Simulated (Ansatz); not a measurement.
# A series in smearing width on Sc

Plane-wave density functional theory, scalar-relativistic PAW datasets made under PBE, Gamma-centred meshes; one setting moves on a fixed relaxed cell, energies count from the zero-width extrapolation of the reference run, pressure is Pulay-corrected at fixed cutoff and positive in compression. The results are calculated, by Ansatz 0.2.0.

Structure of every row (space group P6_3/mmc, No. 194):
```
Sc
1.0
      3.3281     0.0000     0.0000
     -1.6640     2.8822     0.0000
      0.0000     0.0000     5.2121
Sc
2
Direct
  0.33333 0.66667 0.25000
  0.66667 0.33333 0.75000
```

Settings of every row: spin polarised no; functional r2SCAN; wave cutoff 500 eV; k mesh 11x11x6; smearing method gaussian; reference k mesh 11x11x6; reference smearing width 0.1 eV; reference wave cutoff 500 eV; reference smearing method fermi_dirac; swept setting smearing; valence electrons per atom 11.

Atom starting moment: 0 on all atoms.

Limits: settings are moved on purpose, so some rows are far from converged.

```csv
row,smearing width (eV),free energy error per atom (meV),zero smearing energy error per atom (meV),pressure (GPa)
1,0.01,1.52,1.55,-0.28
2,0.03,1.19,1.61,-0.26
3,0.1,?,?,?
4,0.2,-18.29,1.18,-0.07
5,0.3,-41.75,-0.94,0.06
```

Question: what free energy error per atom should row 3 give?

Worked fit of free energy error per atom. Smearing changes a smooth quantity, to lowest order, with the square of the width, so take w² in eV². The shown rows have w² = 0.0001, 0.0009, 0.04, 0.09. Their means are 0.03275 and -14.332 meV; the sums about the means are S_tt = 0.005411 and S_ty = -2.61, whose ratio is the slope. Least squares give free energy error per atom = 1.468 − 482.45 × w² meV. The rows lie off it by 0.10, 0.16, -0.46, 0.20 (root mean square 0.27 meV). The constant, 1.468 meV, estimates the value at zero width. The withheld row has w² = 0.01, so the fit gives 1.468 − 482.45 × (0.01) = -3.36 meV.

The calculation gave -3.38 meV. The fit lies 0.02 meV (0.046 % of the column's range) above it; its largest miss of a shown row is 0.46 meV.

The other values of row 3: zero smearing energy error per atom 1.63 meV; pressure -0.18 GPa.
